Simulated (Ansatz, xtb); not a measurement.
# Ligand exchange: InH2(CH3) + B(CH3)(NH2)2 → InH3 + C2H9BN2

Species: InH2(CH3), singlet; B(CH3)(NH2)2, singlet; InH3 `[InH3]`, singlet; C2H9BN2 `CCB(N)N`, singlet. The partners trade CH3 for H: In–CH3 and C–H bonds give way to In–H and C–CH3.

Shapes, held fixed at every level: PBE0-D4/def2-TZVP. Programs: Ansatz 0.2.0, xtb 6.7.1. Electronic energies: no zero-point or thermal term.

**Question.** Estimate ΔE of this reaction.

**Answer.** The highest level, CCSD(T)/def2-TZVPP, gives ΔE = +35.9 kJ/mol; the levels span -79.1 to +35.9. They disagree on the sign: 8 of 9 are positive. GFN0-xTB strays far from the other rows. The column of differences is taken from that level and isn't an error. No measured value is set beside it here. For atoms past krypton def2 sets carry core potentials with scalar relativity. Outer-core shells of In are correlated in most correlated rows, in sets that cover them unevenly.

| level | kind | ΔE (kJ/mol) | less CCSD(T)/def2-TZVPP |
| --- | --- | --- | --- |
| GFN0-xTB | semi-empirical | -79.1 | -115.0 |
| HF/def2-SVP | Hartree–Fock | +18.2 | -17.7 |
| SPW92/def2-TZVPP | LDA | +30.1 | -5.8 |
| r2SCAN-D4/def2-TZVPP | meta-GGA | +35.7 | -0.2 |
| B3LYP-D4/def2-TZVPP | global hybrid | +33.5 | -2.4 |
| PBE0-D4/def2-TZVPP | global hybrid | +32.5 | -3.4 |
| wB97M-V/def2-TZVPP | range-separated hybrid | +33.2 | -2.7 |
| CCSD(T)/def2-SVP | coupled cluster or CI | +18.4 | -17.5 |
| CCSD(T)/def2-TZVPP | coupled cluster or CI | +35.9 | 0.0 |

The exchange is uphill at every level except GFN0-xTB, so methyl prefers to stay on indium rather than extend the carbon chain. The likely reason is that a C–H bond is markedly stronger than a C–C single bond, and replacing In–C by In–H recovers only part of that loss. The reversed sign from GFN0-xTB probably reflects a poor parametrised balance between In–H and In–C bonding, not a real competition between the two sides.

Among the other rows, basis set matters more than correlation. Hartree–Fock and CCSD(T) nearly coincide in def2-SVP, at +18.2 and +18.4, whereas the larger basis raises CCSD(T) to +35.9. The low Hartree–Fock value is therefore no clear sign of missing correlation. After so large a shift, the triple-zeta result may not be converged, and the close match of r2SCAN-D4 doesn't establish it as the best functional here. The energies also describe monomeric InH3, whose tendency to associate through hydride bridges could alter the balance in a condensed phase.
